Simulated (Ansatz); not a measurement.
## Bi: the change of pressure and energy less free atoms with volume per atom

Periodic Kohn-Sham DFT of a crystal at fixed atoms; pressure and stress are positive in compression; the energy is the free energy less that of spherical unpolarised free atoms; site moments are those in the method's own spheres, positive along +z. The results are calculated, by Ansatz 0.2.0.

Cell of the first row (space group R-3m, No. 166):
```
Bi
1.0
      2.2266     1.2855     3.8733
     -2.2266     1.2855     3.8733
      0.0000    -2.5711     3.8733
Bi
2
Direct
  0.23389 0.23389 0.23389
  0.76611 0.76611 0.76611
```

Settings of every row: method all-electron LAPW; functional PBEsol; relativity scalar; k mesh 10x10x10; filling fermi-dirac; smearing width 0.03 eV; basis error target 0.5 meV/atom; nucleus gaussian.

Atom start moment: 0 on all atoms.

Limits: no spin-orbit coupling on heavy atoms.

| row | volume per atom (Å³) | pressure (GPa) | energy less free atoms (eV/atom) |
| --- | --- | --- | --- |
| 1 | 33.26 | 2.691 | -4.2671 |
| 2 | 33.968 | 1.454 | -4.2762 |
| 3 | 34.675 | 0.352 | -4.2801 |
| 4 | 35.029 | -0.154 | -4.2804 |
| 5 | 35.383 | ? | ? |
| 6 | 35.737 | -1.082 | -4.2776 |
| 7 | 36.091 | -1.508 | -4.2747 |
| 8 | 36.798 | -2.29 | -4.2663 |
| 9 | 37.506 | -2.988 | -4.2546 |

Question: what pressure and energy less free atoms should row 5 give?

Worked fit of pressure. Take u = (V_r/V)^(2/3) − 1 with V_r = 35.383 Å³ an atom, which is twice the finite (Eulerian) strain; such expansions in the strain, on which the Birch-Murnaghan equation of state is built, carry the rest volume and the bulk modulus. The shown rows have u = 0.04211, 0.02758, 0.01357, 0.00673, -0.00661, -0.01312, -0.0258, -0.0381. Least squares give pressure = −0.6315 + 69.58 × u + 211.65 × u² + 232 × u³ GPa; a parabola predicts inner rows, each left out in turn, worse (root mean square 0.0038 against 0.00065 GPa). The rows lie off it by 0.000, 0.001, 0.000, 0.000, 0.000, 0.000, 0.000, 0.000. The pressure vanishes at u = 0.0088, or V = 34.92 Å³ an atom, and there the bulk modulus at fixed shape and fractions is B = −V dP/dV = (2/3)(1 + u) dP/du = 49.3 GPa. Letting shape and atoms relax would as a rule lower it, by much in layered, chain or molecular crystals. The withheld row has u = 0, so the fit gives −0.6315 + 69.58 × (0) + 211.65 × (0)² + 232 × (0)³ = -0.631 GPa.

The calculation gave -0.631 GPa. The fit meets it to the printed digit.

Worked fit of energy less free atoms. Take u = (V_r/V)^(2/3) − 1 with V_r = 35.383 Å³ an atom, which is twice the finite (Eulerian) strain; such expansions in the strain, on which the Birch-Murnaghan equation of state is built, carry the rest volume and the bulk modulus. The shown rows have u = 0.04211, 0.02758, 0.01357, 0.00673, -0.00661, -0.01312, -0.0258, -0.0381. Least squares give energy less free atoms = −4.27948 − 0.209 × u + 11.797 × u² + 3.6 × u³ eV/atom; a parabola predicts inner rows, each left out in turn, worse (root mean square 6.8e-05 against 3.9e-05 eV/atom). All shown rows lie on it to the printed digit. Its lowest point lies at u = 0.0088, or V = 34.92 Å³ an atom, and the curvature there gives the bulk modulus at fixed shape and fractions, B = (4/9)(1 + u)² E″(u)/V = 49.4 GPa. Letting shape and atoms relax would as a rule lower it, by much in layered, chain or molecular crystals. The withheld row has u = 0, so the fit gives −4.27948 − 0.209 × (0) + 11.797 × (0)² + 3.6 × (0)³ = -4.2795 eV/atom.

The calculation gave -4.2795 eV/atom. The fit meets it to the printed digit.
